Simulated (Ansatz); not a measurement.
**Ligand exchange: CHBr2Cl + C2H5ClSn → CHBrCl2 + C2H5BrSn**

Species: CHBr2Cl (chlorodibromomethane) `ClC(Br)Br`, singlet; C2H5ClSn `C[CH2][Sn][Cl]`, singlet; CHBrCl2 (bromodichloromethane) `ClC(Cl)Br`, singlet; C2H5BrSn `C[CH2][Sn][Br]`, singlet. The partners trade Br for Cl: C–Br and Sn–Cl bonds give way to C–Cl and Sn–Br.

Shapes, held fixed at every level: PBE0-D4/def2-TZVP. Flexible molecules stand in one conformer, not always the lowest. Programs: Ansatz 0.2.0. The zero-point and thermal change to 298 K, harmonic and unscaled (PBE0-D4/def2-TZVP), is +0.8 kJ/mol.

Question: Estimate ΔH(298 K) of this reaction.

Answer: The highest level, CCSD(T)/def2-TZVPP, gives ΔH(298 K) = -7.2 kJ/mol; the levels span -11.7 to -6.2. The column of differences is taken from that level and isn't an error. No measured value is set beside it here. For atoms past krypton def2 sets carry core potentials with scalar relativity. Relativity is left out for Br unless named. Correlated rows may include outer-core shells of Br, Sn, which these sets cover unevenly.

```csv
level,kind,ΔH(298 K) (kJ/mol),less CCSD(T)/def2-TZVPP
r2SCAN-D4/def2-TZVPP,meta-GGA,-10.8,-3.6
B3LYP-D4/def2-TZVPP,global hybrid,-9.3,-2.1
BHLYP-D4/def2-TZVPP,global hybrid,-11.7,-4.5
B2PLYP/def2-TZVPP,double hybrid,-8.9,-1.7
MP2/def2-TZVPP,perturbation theory,-6.2,+1.0
CCSD/def2-TZVPP,coupled cluster or CI,-7.8,-0.6
CCSD(T)/def2-TZVPP,coupled cluster or CI,-7.2,0.0
```

Every level makes the exchange mildly exothermic, so the preference for chlorine on carbon and bromine on tin(II) doesn't hang on the choice of method. The reaction keeps the number of carbon–halogen and tin–halogen bonds, and its enthalpy is a small difference between two large, opposing changes. Replacing bromine by chlorine strengthens the bond to carbon, whose compact valence orbitals overlap better with chlorine 3p than with the more diffuse bromine 4p. Tin also binds chlorine more strongly, helped by the polarity of the bond, but its larger 5p orbitals probably make the loss on taking bromine somewhat smaller. Less crowding between halogens on carbon may add a little.

The triples correction moves CCSD only from -7.8 to -7.2 kJ/mol, which suggests that correlation effects largely cancel between the two sides. The density functionals all lie on the more exothermic side, perhaps because they balance the two kinds of polar bond differently. The enthalpy alone doesn't show whether the exchange is kinetically accessible.
